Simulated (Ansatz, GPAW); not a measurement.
**Equation of state of Sn3Te under PBE**

```cif
data_structure
_symmetry_space_group_name_H-M 'Pm-3m'
_symmetry_Int_Tables_number 221
_cell_length_a 4.8656
_cell_length_b 4.8656
_cell_length_c 4.8656
_cell_angle_alpha 90.000
_cell_angle_beta 90.000
_cell_angle_gamma 90.000
_cell_volume 115.19
loop_
_atom_site_label
_atom_site_type_symbol
_atom_site_symmetry_multiplicity
_atom_site_Wyckoff_symbol
_atom_site_fract_x
_atom_site_fract_y
_atom_site_fract_z
_atom_site_occupancy
Te1 Te 1 a 0.00000 0.00000 0.00000 1
Sn1 Sn 3 c 0.00000 0.50000 0.50000 1
```

The cell comes from a database or a generator and needn't be the stable form of this composition.

The cell was scaled at fixed shape and fractions and run with Ansatz, Ansatz PAW, cutoff 420 eV; PBE, k mesh 6 × 6 × 6 on the cell of 4 atoms, fermi-dirac occupations of 0.05 eV, no spin polarisation, no spin-orbit coupling. Energies are those that the program minimises, any entropy of the smearing included. For a metal such a mesh isn't converged to the digits shown.

```tsv
V (Å³/atom)	energy over the lowest row (meV/atom)
27.0697	19.933
27.6456	9.454
28.2216	?
28.7975	0.000
29.3735	0.330
29.9494	3.598
30.5254	9.514
```

Fit the third-order Birch-Murnaghan form, give V0, B0 and B′, and predict the energy left open.

With y = (V0/V)^(2/3), E = E0 + (9 V0 B0/16) [(y - 1)³ B′ + (y - 1)² (6 - 4y)]. Least squares through the rows shown give V0 = 29.0232 Å³/atom, E0 = -0.236 meV, B0 = 43.75 GPa (1 eV/Å³ = 160.218 GPa) and B′ = 4.03, with a largest miss of 0.007 meV. At V = 28.2216 the form with these constants gives 2.932 meV; the run gave 2.931 meV an atom. Other set-ups at this level, from all their volumes (Å³/atom, GPa): GPAW, GPAW PAW data sets (gpaw-data 1.2.1): V0 28.876, B0 43.77.

The curve describes a soft solid, with a bulk modulus of 43.75 GPa and an equilibrium volume slightly above that of the supplied cell. The softness fits the structure: in this ordered close-packed arrangement every atom has twelve equidistant neighbours, too many for the Sn and Te p electrons to form localised two-centre bonds with each. Bonding is therefore probably delocalised and weak per contact, with the deeper Sn 5s states contributing little.

The energy rises faster on compression than on expansion, as expected when overlap repulsion grows more steeply than cohesion fades. B′ close to four means that the third-order correction is almost inactive, so the omitted point, lying inside the fitted range, tests the smoothness of the curve more than the choice of equation. The two set-ups agree more closely in stiffness than in volume; the volume offset may reflect their different atomic data sets. Uniform scaling probes only the response to hydrostatic pressure, leaving resistance to shear and to internal displacements undetermined.
